**Q:** These are five energy windows of bulk rhodium from a density-functional calculation. In which one are the states packed most closely?

Ansatz 0.2.0, scalar-relativistic PBEsol calculation with plane waves and PAW for fcc Rh, not spin-polarised; cutoff 420 eV, 16×16×16 k mesh, Gaussian smearing 0.05 eV. States are counted in electrons per cell, and the filled share is the participation ratio of each window's density. The 4d and 5s shares come from Löwdin projections.

```tsv
bottom of the window, from the Fermi level (eV)	top of the window (eV)	states in the window (per cell)	share of the cell that they fill	share of Rh 4d	share of Rh 5s
-8.10	-5.39	1.23	0.77	0.72	0.27
-5.39	-2.69	4.13	0.53	0.94	0.06
-1.20	0.00	1.48	0.31	0.96	0.04
-0.25	0.25	0.66	0.29	0.97	0.03
0.00	1.20	1.56	0.28	0.95	0.04
```

**A:** In the second, from -5.39 to -2.69 eV, though by less than the counts suggest. It holds 4.13 states per atom, but it is also more than twice as wide as the windows that end or begin at the Fermi level. Per electronvolt it has about 1.5 states, against roughly 1.3 near the Fermi level. The lowest window is the thin one, with less than 0.5 per electronvolt. There the band is only beginning, and the broad 5s band, which starts at these energies, brings few states per electronvolt.

**Q:** Rhodium is a good metal. Are the electrons at the Fermi level the free, s-like ones?

**A:** No, they are mostly 4d. Just below and just above the Fermi level the 4d share is about 0.95, so the Fermi level cuts through the d band. The 5s share is appreciable only in the lowest window, where it reaches 0.27. These shares come from projecting the states on atomic orbitals and depend somewhat on how that is done, but a contrast this large does not hang on such details.

**Q:** The deepest states fill 0.77 of the cell and those just above the Fermi level only 0.28. Isn't that simply the 5s part, which is more spread out than 4d?

**A:** It is a natural first idea, and the second window speaks against it. Compare it with the window from -1.20 eV up to the Fermi level. The 5s share is nearly the same in both, 0.06 and 0.04, yet the filled share drops from 0.53 to 0.31. This suggests that something other than the 5s share changes between them. The number of states does not enter directly, because each density is scaled to one electron before its spread is measured.

**Q:** Could a small 5s part still have a large effect? How much spreading should it give?

**A:** As a simple test, spread the 5s part evenly over the cell, while the d density keeps one fixed shape throughout the band. Call the 5s share x, and let g be the d density divided by its average over the cell. The total density, in the same units, is

f = x + (1 − x) g.

I take the filled share P to be 1/⟨f²⟩, where the brackets mean an average over the cell. It is 1 for an even density and small for a concentrated one. Since g averages to 1, squaring f gives

1/P = 1 + A (1 − x)², with A = ⟨g²⟩ − 1.

The window just above the Fermi level fixes A. There P = 0.28 and x = 0.04, so A = (1/0.28 − 1)/0.96² ≈ 2.8.

Now take the lowest window, which had no part in fixing A. With x = 0.27, 1/P = 1 + 2.8 × 0.73² ≈ 2.5, so P ≈ 0.40. The calculation gives 0.77. In this model, then, the 5s part gives only about a quarter of the rise in the filled share at the bottom of the band. In the second window the model gives 0.29 instead of 0.53, hardly more than at the Fermi level. The output below lists the same test for every window.

**Q:** So the assumption of a fixed d shape is what fails?

**A:** That is the explanation I would give, and standard band theory tells us why. At the bottom of a d band, orbitals on neighbouring atoms join in phase. Their tails add up, density collects between the atoms, and the orbitals themselves become more extended. These are bonding states. Towards the top, neighbours meet with opposite sign, so the tails cancel and the density draws back towards the nuclei. These are antibonding states. Both kinds count as 4d, which is why the 4d share can stay high while the shape of the density changes.

The same calculation shows the change directly at the emptiest spot between the atoms, which shifts somewhat from window to window. In the lowest window the density there is still 0.59 of the cell average. In the second window it is 0.30, and near the Fermi level only about 0.04. An even 5s part would supply just 0.06 in the second window, a fifth of what is found.

**Q:** Does that prove that d bonding is the cause?

**A:** Not by itself. It shows that the emptiest spots between the atoms lose most of their density from the bottom of the band to the Fermi level. Naming the cause takes theory, and other contributions are possible. The mix of the five d orbitals may change with energy, and some free-electron character, of 5p type for instance, may escape the 4d and 5s shares. To explain the second window alone, however, an evenly spread part would have to make up about 0.44 of the density, in states whose projections are almost all 4d. It would also leave at least 0.44 of the average density everywhere, while the emptiest spot has only 0.30. An even part added to a fixed d shape is therefore ruled out: either the d shape changes too, or the added part is itself uneven. My guess is that d bonding does most of the work in the second window, and that in the lowest one it acts together with the 5s part.

**Q:** What would change if each atom brought one more electron, as in palladium, the next element?

**A:** Suppose the bands stayed as they are, which is a rough assumption, because a real change of element also shifts and narrows them. Just above the Fermi level there are 1.56 states in 1.2 eV, or 1.3 per electronvolt. One more electron would then raise the Fermi level by about 1/1.3 ≈ 0.8 eV.

What matters for the bonding in the metal is the kind of state that this electron enters. It would go into a compact 4d state near the top of the band, which theory calls antibonding, and so it should weaken the bonds between the atoms. Removing an electron from just below the Fermi level should have the opposite effect. The rule for a neighbouring metal is to ask how far its d band is filled: the lower part binds, the upper part loosens.

**Q:** Which digits would you trust, and what would a finer calculation change?

**A:** The fall from 0.77 through 0.53 to about 0.3 is far larger than the errors I would expect in these numbers. The differences among the three windows at the Fermi level, 0.28 to 0.31, are too small to interpret.

The narrow window around the Fermi level is the weakest row. It overlaps the windows on either side, so it is not an independent point. It is only 0.5 eV wide, so fewer states on the k mesh fall into it than into the other windows, and a second way of counting its states gives 13 % more than the 0.66 in the table. A denser mesh would help there first. Spin-orbit coupling, which is left out, can move 4d bands by a few tenths of an electronvolt. That is comparable with the width of this window, but small against the range over which the density changes its shape.

Printed output of the fit:

```
Counts by window:
    row  width in eV  states per eV  4d states  5s states  projected count above direct count in %
   -8.1         2.71         0.4539     0.8856     0.3321                                    6.423
  -5.39          2.7           1.53      3.882     0.2478                                    1.695
   -1.2          1.2          1.233      1.421     0.0592                                    7.568
  -0.25          0.5           1.32     0.6402     0.0198                                    12.88
    0.0          1.2            1.3      1.482     0.0624                                    3.141
Filled share of the cell:
    row  computed  fixed d shape plus uniform 5s  model less computed  uniform share that would be needed
   -8.1      0.77                         0.4021              -0.3679                              0.6728
  -5.39      0.53                         0.2886              -0.2414                              0.4362
   -1.2      0.31                           0.28                -0.03                              0.1068
  -0.25      0.29                         0.2758             -0.01416                             0.06327
    0.0      0.28                           0.28                    0                                0.04
Lowest density between atoms:
    row  lowest density in e/A^3  relative to cell average  floor from uniform 5s relative to cell average
   -8.1                  0.04301                    0.5879                                            0.27
  -5.39                  0.02219                    0.3033                                            0.06
   -1.2                 0.002703                   0.03695                                            0.04
  -0.25                 0.002504                   0.03423                                            0.03
    0.0                 0.003055                   0.04176                                            0.04
Filled share, lowest window over window above the Fermi level (ratio): 2.75
Fall of filled share from second window to window below the Fermi level: 0.22
Fall of 5s share between the same two windows: 0.02
Electrons left for the absent range, direct counts: 2.16
Electrons left for the absent range, projected counts: 1.899
States per eV in the absent range, direct counts: 1.45
States per eV in the absent range, projected counts: 1.274
States per eV in the narrow window, projected count: 1.49
Mean states per eV of the two 1.2 eV windows: 1.267
Rigid-band rise of the Fermi level for one more electron, in eV: 0.7692
```
